# Tungsten disilicide: what lies above the second peak?

Tetragonal WSi₂ conducts like a metal, yet it has few electron states at the Fermi level, the energy up to which the states are filled. Large peaks stand on either side of this dip. The problem is to work out which orbitals make these features, and then to forecast two rows at the upper end of the table, at 4.45 and 4.85 eV.

The density of states is the number of electron states in each electronvolt of energy, here for a cell of one W and two Si atoms. The columns DOS W 5d and DOS Si 3p give the parts of it that resemble these atomic orbitals. Dividing such a part by the density of states total gives the orbital's share. The shares needn't add up to the whole, because other orbitals contribute too.

WSi₂ (I4/mmm, a = 3.229 Å, c = 7.867 Å) was computed with Ansatz 0.2.0 in scalar-relativistic LDA without spin polarisation: plane waves to 420 eV, PAW datasets made for PBE, 0.1 eV Gaussian smearing, k mesh 18×18×18 (27×27×27 for the states). Energies count from the Fermi level; densities are tetrahedron averages over 0.2 eV bins, orbital parts Löwdin projections summed over sites.

| energy (eV) | density of states total (states/eV/cell) | DOS W 5d (states/eV/cell) | DOS Si 3p (states/eV/cell) |
| --- | --- | --- | --- |
| -7.95 | 0.650 | 0.170 | 0.220 |
| -7.55 | 0.610 | 0.160 | 0.240 |
| -7.15 | 0.620 | 0.160 | 0.280 |
| -6.75 | 0.650 | 0.160 | 0.340 |
| -6.35 | 1.260 | 0.320 | 0.780 |
| -5.95 | 1.160 | 0.270 | 0.760 |
| -5.55 | 1.120 | 0.310 | 0.640 |
| -5.15 | 0.690 | 0.190 | 0.340 |
| -4.75 | 0.960 | 0.290 | 0.460 |
| -4.35 | 1.380 | 0.530 | 0.550 |
| -3.95 | 1.360 | 0.610 | 0.500 |
| -3.55 | 1.470 | 0.680 | 0.530 |
| -3.15 | 1.870 | 0.970 | 0.640 |
| -2.75 | 3.970 | 2.250 | 1.410 |
| -2.35 | 4.820 | 2.500 | 1.980 |
| -1.95 | 1.680 | 0.860 | 0.690 |
| -1.55 | 1.080 | 0.660 | 0.340 |
| -1.15 | 0.850 | 0.580 | 0.200 |
| -0.75 | 0.810 | 0.640 | 0.120 |
| -0.35 | 0.750 | 0.630 | 0.090 |
| 0.05 | 0.240 | 0.150 | 0.070 |
| 0.45 | 0.660 | 0.330 | 0.180 |
| 0.85 | 0.770 | 0.380 | 0.240 |
| 1.25 | 1.100 | 0.520 | 0.330 |
| 1.65 | 1.520 | 0.730 | 0.410 |
| 2.05 | 2.000 | 0.980 | 0.500 |
| 2.45 | 2.880 | 1.440 | 0.670 |
| 2.85 | 2.130 | 0.940 | 0.530 |
| 3.25 | 1.640 | 0.550 | 0.400 |
| 3.65 | 1.520 | 0.460 | 0.430 |
| 4.05 | 2.120 | 0.700 | 0.640 |
| 4.45 | ? | ? | ? |
| 4.85 | ? | ? | ? |

## (a) Which orbitals make the peaks and the dip?

*Follow the W 5d and Si 3p parts from the bottom of the table upwards. What do they suggest about the bonding, and what do they leave open?*

**Solution.** When orbitals of neighbouring atoms overlap, they combine into bonding states at lower energy and antibonding states at higher energy. In a solid each kind broadens into bands, and few states may be left between them. How far the bands spread depends on the overlap. The 5d orbitals of tungsten are fairly compact, so most of their weight stays within a limited range of energy. The 3p orbitals of silicon reach further out, overlap more strongly and spread more widely.

The lower half of the table fits this picture. In every row up to -4.35 eV the Si 3p part is larger than the W 5d part. From -3.95 eV up to the last known row the order is reversed. The tallest peak, at -2.35 eV, is a true mixture, with 52 % W 5d and 41 % Si 3p.

Nearer the Fermi level silicon fades out. At -0.35 eV the W 5d share is 84 %, so these states are tungsten orbitals that mix little with silicon. The next row, at 0.05 eV, holds only about a third as many states: this is the dip. Above it the density climbs to a second peak at 2.45 eV, half of which is W 5d.

It is natural to call the peak at -2.35 eV bonding and the one at 2.45 eV antibonding, with the dip as the thinned-out region between them. That reading comes from bonding theory. The shares show that the orbitals mix, but not whether they combine in a bonding or an antibonding way.

The dip's exact shape is also uncertain. Its value is an average over a bin 0.2 eV wide, and the calculation leaves out spin–orbit coupling, which can shift tungsten 5d bands by tenths of an electronvolt. The average alone wouldn't exclude a very narrow gap, but the bands of the same run do: the one that would be the last to fill in an insulator reaches about 1.2 eV above the bottom of the next.

## (b) Do the states run out above the known rows?

*Beyond the peak at 2.45 eV the density falls until 3.65 eV and then rises again at 4.05 eV. Use the number of states that each kind of orbital must supply to judge whether the states of these orbitals could end here.*

**Solution.** An atomic orbital that mixes into many bands is spread over energy, but it isn't lost. Added up over all energies, its parts must give back the whole orbital, which holds two electrons of opposite spin. The three 3p orbitals on each of two Si atoms therefore supply 12 states in the cell. The five 5d orbitals of the one W atom supply 10.

The known rows show how much of this has been found. They stand 0.4 eV apart, so each value, multiplied by 0.4 eV, gives the states in its stretch of energy. For Si 3p the sum is 6.2 states, which leaves 12 − 6.2 = 5.8 outside the known rows. Some of these lie below the table and the others above it.

Counting electrons limits the part below. The cell has 14 valence electrons, six from W and four from each Si. The rows below the Fermi level hold about 11.1 of them, so 14 − 11.1 = 2.9 must lie deeper than the table reaches. Much of that is surely Si 3s, but suppose that all of it were Si 3p. Then 5.8 − 2.9 = 2.9 states of Si 3p would still have to lie above the known rows.

The Si 3p states therefore can't end at 4.05 eV. The count is rough, because every second bin is unlisted and each listed value has to stand for its neighbour as well. It also doesn't tell where the remaining states lie, and some may be far higher in energy. So the count shows that more states must follow somewhere above, but by itself it can't exclude a gap in the next two rows or give their height.

## (c) Forecast the rows at 4.45 and 4.85 eV

*Give the total density and the shares of W 5d and Si 3p, each with an error bar. Then compare them with the computed values.*

**Solution.** With no band edge in sight, the simplest forecast carries the last known row on. The error bar comes from how much the table usually changes from one row to the next. Over the nine steps that lead from 0.45 to 4.05 eV, the root-mean-square change of the total is 0.52 states/eV/cell. The row at 4.85 eV is two steps away. If the steps were independent, the typical change would grow by √2, to 0.74; this independence is an assumption. The shares are treated in the same way.

- **Total:** 2.12 ± 0.52 states/eV/cell at 4.45 eV, and 2.12 ± 0.74 at 4.85 eV.
- **W 5d share:** 33.0 ± 4.4 % at 4.45 eV, and 33.0 ± 6.2 % at 4.85 eV.
- **Si 3p share:** 30.2 ± 2.5 % at 4.45 eV, and 30.2 ± 3.5 % at 4.85 eV.

In words, there should be no gap, no peak like that at -2.35 eV, and a mixed character in which W 5d no longer dominates. The bars describe a typical miss and aren't firm limits.

The rise at 4.05 eV could also be a passing bump. The total would then return to the mean of the four known rows beyond the second peak, from 2.85 to 4.05 eV, which is 1.85 states/eV/cell. The two forecasts differ by less than the error bar, so only a clear swing could separate them.

The withheld rows as computed:

| energy (eV) | density of states total (states/eV/cell) | DOS W 5d (states/eV/cell) | DOS Si 3p (states/eV/cell) |
| --- | --- | --- | --- |
| 4.45 | 2.650 | 0.720 | 0.920 |
| 4.85 | 1.510 | 0.330 | 0.620 |

**What the forecast got right.** The forecast in words holds: the states go on, no peak rivals the tallest one, and W 5d doesn't dominate. The numbers did less well. Of the six values only one, the total at 4.85 eV, lies within its error bar.

**The height.** The total first rises to 2.65 and then drops to 1.51 states/eV/cell. The first value is just outside its bar and the second is inside, but a flat forecast misses the shape, which is a bump. Returning to the mean does no better overall, being worse for the first row and better for the second. Neither rule knows where the next bump stands; for that the bands themselves have to be calculated. The top of this bump may even lie in an unlisted bin.

**The character.** The shares show the more instructive failure, because they miss in a consistent direction. The W 5d share falls to 27 % and then to 22 %, while the Si 3p share rises to 35 % and then to 41 %. At 4.85 eV the Si 3p forecast is about 11 percentage points too low, three times its error bar. Silicon has taken the lead again, as it had at the bottom of the table.

The separate parts show how this happens. From 4.05 to 4.45 eV the W 5d part hardly changes, from 0.70 to 0.72 states/eV/cell, while the Si 3p part grows from 0.64 to 0.92. This last step up to the top listed row of the bump thus owes far more to Si 3p than to W 5d, whereas in the step before it both parts grew by similar amounts. One row later both parts fall, but W 5d loses more than half of its value and Si 3p only about a third.

The picture in (a) offers an explanation. If the compact 5d orbitals keep most of their weight in a limited range, tungsten should lead in the middle and silicon both below and above. The count in (b) points the same way: the known rows already hold about 8 of the 10 W 5d states, but only about half of the Si 3p states. Part (b) used the count only to show that Si 3p states must follow somewhere above, and the forecast failed to use it for the character of the next rows. This is hindsight, and two rows can't prove the explanation, but they agree with it.

**Why the error bars were too small.** From 0.45 to 2.45 eV the W 5d share stays close to one half. Those quiet steps make up more than half of the nine from which the bar was taken, and they hide how fast the share changes beyond the peak. The Si 3p share has no such quiet stretch: its two steps into the withheld rows were simply larger than any of the nine before. For the second row there is a further reason. The rule treats steps as independent, whereas each share moved twice in the same direction, so that its two changes added up.

The height of a density of states rises where bands run flat and falls where they are steep or few, so a neighbouring row can be a poor guide to it. The character drifts more steadily here, and a better guide to it may be to ask which orbitals still have states to supply. For a compound of a transition metal with silicon, that means looking for the metal's d states in the middle of a wider range of silicon states. How far the ranges overlap, and where the Fermi level falls, must be found for each compound.

These upper states are empty, and they matter when light or X-rays lift electrons into them. For such a comparison the energies here are only a guide, since LDA bands aren't measured excitation energies and the cell used is larger than the one LDA would relax to.
